Phosphorus (space group Cmce, 4-atom primitive cell; conventional a = 3.317, b = 10.291, c = 4.197 Å) is displaced along its 443 cm⁻¹ mode at fixed cell in Ansatz 0.2.0, with PBEsol and PAW, no spin polarisation, 420 eV cutoff, 16×16×12 k mesh and 0.15 eV Gaussian smearing. Free energies are relative to the undisturbed cell; positive forces point towards increasing amplitude.

```csv
amplitude (Å of the largest displacement),energy change (meV a cell),force along mode (eV/Å)
-0.3,4491.8,28.184
-0.225,2556.0,22.794
-0.15,1121.6,15.326
-0.075,269.6,7.387
0,0.0,-0.008
0.075,228.0,-5.688
0.15,783.7,-8.645
0.225,1421.1,-7.978
0.2625,1710.7,-7.461
0.3,1981.5,-6.991
```

Pushing all four atoms of this phosphorus cell 0.1 Å along the mode costs 0.4 to 0.5 eV, depending on the direction, or about 0.1 eV an atom. At three times that amplitude the direction matters greatly: the energy is more than twice as high on the negative side as on the positive. Both facts fit into one short formula for the energy change $E$ in eV a cell at amplitude $x$ in Å:

$$E \approx 45x^2 - 50x^3 - 110x^4$$

**Near zero.** The first term is the ordinary spring energy, and a wavenumber is enough to find it. The coefficient is half the moving mass times the square of the angular frequency. All four atoms move equally far, so the mass is that of four phosphorus atoms. With the 443 cm⁻¹ that the same calculation gives for this mode, the coefficient comes to 45 eV/Å².

**From −0.075 to 0.075 Å.** Already here the two signs differ, with 270 meV on one side and 228 meV on the other. They may differ because this mode keeps the full symmetry of the crystal, so that its two directions lead to different structures. In a mode whose reversal gives only a mirror image, the two energies would be equal and the cubic term would vanish. That is the first thing to ask about any neighbouring mode.

**At ±0.15 Å.** These two rows supply the other coefficients. Half the difference of their energies, positive side less negative, divided by $0.15^3$, gives −50 eV/Å³. Their mean, less the spring energy taken with the unrounded coefficient of 44.8 eV/Å², divided by $0.15^4$, gives about −110 eV/Å⁴. The quartic value is a small remainder between two large numbers, so it needs careful energies and a good wavenumber.

**At ±0.225 Å.** Neither of these rows was used to set the coefficients, so they are a fair test. For the negative row the steps are

$$45(0.225)^2 + 50(0.225)^3 - 110(0.225)^4 = 2.28 + 0.57 - 0.28 = 2.57\ \text{eV},$$

against 2.56 eV in the table. For the positive row only the middle term changes sign: $2.28 - 0.57 - 0.28 = 1.43$ eV, against 1.42 eV.

**The negative end.** Here the atoms are driven against their nearest neighbours in the same half of the puckered layer, and the force along the mode keeps growing. The rule stays within 1 % of the computed energy down to −0.3 Å. Even the spring term alone is only about 10 % too low there, because the cubic and quartic terms partly cancel. On the positive side they add up, and the spring term alone ends at twice the computed energy.

**The positive end.** Among the computed points on this side the restoring force is greatest at 0.15 Å and then weakens, although the atoms are ever farther from home. The reason lies in the neighbours along the $c$ axis. As the near ones recede from 2.23 to 2.64 Å, others approach from 3.18 to 2.71 Å. Each atom is being handed over from one pair of neighbours to another.

At about 0.33 Å, just beyond the last row, the two pairs would be equally far away. A small further step along $c$ and an equal step back then give mirror images with the same energy, so symmetry requires the force along $c$ to vanish. Seen along $c$ alone, the atoms are climbing the barrier of a double well. On the negative side they move away from that barrier, which is why the force there doesn't fade in the same way.

The crystal as a whole does not reach a barrier top within the table. The same motion squeezes the bond that joins the two halves of the layer, and this bond pushes back along $b$. At 0.3 Å that push supplies about four fifths of the remaining force of 7 eV/Å.

**Where to stop.** A formula set at ±0.15 Å does not follow this exchange between the two directions to its end. Its energy is 2 % too low at 0.2625 Å and 9 % too low at 0.3 Å. Its slope fails sooner and harder: the force comes out 29 % too small at the first of these rows and 77 % too small at the second. Near 0.31 Å the formula even has a maximum, although the computed force at 0.3 Å still pulls firmly back.

The rule is therefore good for energies from −0.3 to about 0.26 Å, and for forces only up to about 0.22 Å on the positive side. Its coefficients describe this mode in a cell of fixed shape, with a density functional that finds no band gap even in the undisturbed crystal, whereas real black phosphorus is a semiconductor. Spin was left out as well, and its effect on the stretched bonds is untested. The PAW datasets were made for the PBE functional, not for PBEsol, which may shift the coefficients a little. The printed analysis below gives the comparison row by row.

Output of the analysis:

```
Quadratic coefficient from the wavenumber (eV/A^2): 44.8
Cubic coefficient from the rows at -0.15 and 0.15 (eV/A^3): -50.06
Quartic coefficient from the same two rows (eV/A^4): -109.4
Energy in meV a cell and misses in per cent:
     row  computed   rule  miss of rule  miss of quadratic alone  miss with cubic only
    -0.3      4492   4509        0.3829                   -9.836                 20.22
  -0.225      2556   2566         0.381                   -10.87                 11.41
   -0.15      1122   1126        0.3533                   -9.727                 5.318
  -0.075     269.6  270.7        0.4222                   -6.111                 1.713
     0.0         0      0             0                        0                     0
   0.075       228  228.6        0.2416                    11.02                 1.768
    0.15     783.7  788.1        0.5567                    29.19                 7.662
   0.225      1421   1427        0.3924                    60.31                 20.23
  0.2625      1711   1674         -2.14                    81.26                 28.39
     0.3      1982   1809        -8.706                    104.4                 36.26
Quadratic term at 0.225 A (meV): 2278
Size of cubic term at 0.225 A (meV): 569.5
Size of quartic term at 0.225 A (meV): 281.9
Energy at -0.3 over energy at 0.3: 2.267
Force along the mode in eV/A:
     row  computed  slope of rule  miss in per cent  part along b  part along c
    -0.3     28.18          28.62             1.547         1.029         27.15
  -0.225     22.79          22.83            0.1662         1.356         21.44
   -0.15     15.33          15.39            0.4176         1.202         14.12
  -0.075     7.387          7.408             0.286        0.7317         6.656
     0.0    -0.008              0                 0      0.002116     -0.009731
   0.075    -5.688         -5.721            0.5736       -0.9716        -4.717
    0.15    -8.645          -8.64          -0.05784        -2.307        -6.338
   0.225    -7.978         -7.644            -4.182        -3.813        -4.164
  0.2625    -7.461          -5.33            -28.56         -4.71         -2.75
     0.3    -6.991          -1.62            -76.83        -5.751        -1.241
Amplitude of the false maximum of the rule (A): 0.3129
Share of the b part in the force at 0.3 A (per cent): 82.26
Near in-plane neighbour at 0 and 0.3 A amplitude (A): 2.228, 2.636
Far in-plane neighbour at 0 and 0.3 A amplitude (A): 3.177, 2.714
Amplitude at which the two become equal (A): 0.3264
```
